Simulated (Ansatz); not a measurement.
Redistribution: C3H5F3 + C3H8O → C2H3F3O + C4H10

Species: C3H5F3 `CCC(F)(F)F`, singlet; C3H8O (1-propanol) `CCCO`, singlet; C2H3F3O (2,2,2-trifluoroethanol) `OCC(F)(F)F`, singlet; C4H10 (butane) `CCCC`, singlet. The partners trade CH3 for OH; both sit on C, so the bond types are kept.

Shapes, held fixed at every level: PBE0-D4/def2-TZVP. Flexible molecules stand in one conformer, not always the lowest. Programs: Ansatz 0.2.0. The zero-point and thermal change to 298 K, harmonic and unscaled (PBE0-D4/def2-TZVP), is -0.4 kJ/mol.

Estimate ΔH(298 K) of this reaction.

The highest level, CCSD(T)/CBS estimate, gives ΔH(298 K) = +14.2 kJ/mol; the levels span +11.6 to +14.2. The column of differences is taken from that level and isn't an error. No measured value is set beside it here. The CBS estimate extrapolates MP2 from def2-TZVPP and def2-QZVPP and adds CCSD(T) − MP2 in the triple-zeta set, cores frozen.

```tsv
level	kind	ΔH(298 K) (kJ/mol)	less CCSD(T)/CBS estimate
HF/def2-SVP	Hartree–Fock	+12.4	-1.8
HF/def2-TZVPP	Hartree–Fock	+12.7	-1.5
PBE0-D4/def2-TZVPP	global hybrid	+12.6	-1.6
r2SCAN0-D4/def2-TZVPP	global hybrid	+13.4	-0.8
CCSD/def2-SVP	coupled cluster or CI	+11.6	-2.6
CCSD(T)/def2-TZVPP	coupled cluster or CI	+13.4	-0.8
CCSD(T)/CBS estimate	coupled cluster or CI	+14.2	0.0
```

The exchange is endothermic at every level, so hydroxyl is better placed on the propyl chain than on the carbon next to CF3, relative to methyl. The likely reason is electrostatic. Oxygen draws electron density from the carbon it is bound to, and the neighbouring CF3 carbon, already strongly positive, is poorly able to make up the loss; an alkyl chain is more polarisable and tolerates the C–O dipole better. A weak O–H···F contact in trifluoroethanol, where the conformation allows it, would offset only part of this penalty.

Hartree–Fock already gives +12.7 kJ/mol in the triple-zeta set, against +13.4 with CCSD(T), which suggests that the preference arises mainly from the mean-field charge distribution, with correlation largely cancelling between the two sides. The thermal term is too small to affect the sign. The low CCSD value can't be assigned to missing triples alone, since its basis is also smaller. A single reaction enthalpy does not separate the inductive penalty from any internal hydrogen bonding.
